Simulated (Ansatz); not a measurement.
Electron–phonon coupling and T_c of Zr (computed with Ansatz 0.2.0)

Space group P6_3/mmc (No. 194), 2 atoms in the cell of the first input below: a = 3.192 Å, b = 3.192 Å, c = 5.092 Å, α = 90.00°, β = 90.00°, γ = 120.00°.

The cell was built from a prototype of a structure type listed for this element, relaxed without spin–orbit coupling to zero pressure (pressure 0.0 GPa with this functional, without spin–orbit coupling). Functional: PBEsol.

Input:

```yaml
crystal:
  lattice:
    - [3.1924807177, 0.0, 0.0]
    - [-1.5962403589, 2.7647694026, 0.0]
    - [0.0, 0.0, 5.0917411365]
  atoms:
    - { symbol: Zr, position: [0.3333333333, 0.6666666667, 0.75] }
    - { symbol: Zr, position: [0.6666666667, 0.3333333333, 0.25] }
basis:
  ecutwfc: 420
  ecutrho_ratio: 4
kpoints:
  mp_grid: { grid: [12, 12, 8] }
hamiltonian:
  xc: pbesol
scf:
  occupations: { method: methfessel_paxton, width: 0.2 }
output: {}
phonons:
  supercell: [2, 2, 2]
  qpath:
    path:
      - [[0.0, 0.0, 0.0], [0.5, 0.0, 0.0], [0.33333333, 0.33333333, 0.0], [0.0, 0.0, 0.0], [0.0, 0.0, 0.5], [0.5, 0.0, 0.5], [0.33333333, 0.33333333, 0.5], [0.0, 0.0, 0.5]]
      - [[0.5, 0.0, 0.5], [0.5, 0.0, 0.0]]
      - [[0.33333333, 0.33333333, 0.5], [0.33333333, 0.33333333, 0.0]]
    npoints: 6
  electrical_resistivity: { mesh: [24, 24, 16], temperatures: [50, 100, 200, 300, 500] }
  superconductivity: { mesh: [24, 24, 16], eliashberg_equations: false }
```

```bash
ansatz run input.yaml --threads 8 --pin off --max-ram 15360MiB --backend cpu --events-out ev --progress --plain --runs-dir out
```

Time: 89 s on 8 threads of AMD EPYC 7R43 64-Core Processor (Zen 3) (shared host), peak memory 4 GiB.

On the finest mesh λ = 0.6382, ω_log = 12.214 meV, N(E_F) = 0.992 states per eV, spin and cell. λ by mesh: 24×24×16 0.638, 12×12×8 0.649, 6×6×4 0.622.

Problem. What T_c does McMillan's formula in the Allen–Dynes form give for μ* = 0.10?

Solution. T_c = (ω_log/1.2) exp[−1.04(1+λ)/(λ − μ*(1+0.62λ))] = (141.74 K/1.2) × exp(−1.7037/0.4986) = 3.88 K. By mesh, finest first, the same formula gives 3.88, 4.07, 3.71 K.

```
  μ*  McMillan (K)  Allen–Dynes with strong-coupling factors (K)
0.08          4.65                                          4.82
0.10          3.88                                          4.01
0.12          3.17                                          3.26
0.13          2.83                                          2.92
0.14          2.52                                          2.59
0.16          1.94                                          1.99
0.20          1.03                                          1.05
```

Caveats: small supercell, couplings not converged in it; with so small a supercell and a typed μ*, T_c can miss a measured one by a factor of two or more.

The calculation describes hcp zirconium as a phonon-mediated superconductor of intermediate coupling, but every T_c in the table lies above the measured value, which is well below 1 K. Even μ* = 0.20, large for a simple transition metal, leaves 1.03 K, so Coulomb repulsion alone is an unlikely explanation. The computed λ is probably too large, with the coupling to soft, short-range-sampled lattice modes the likely source.

T_c falls steeply with μ* because the repulsion offsets much of a modest attraction inside an exponential. The strong-coupling factors hardly matter by comparison, as expected at this λ. The electrons involved are mainly 4d states; in this group 4 metal the d band is only partly filled, and the hcp structure places the Fermi level in a region of fairly low density of states, which limits the pairing. The small spread between meshes supports the Brillouin-zone integration, not the underlying matrix elements or force constants.
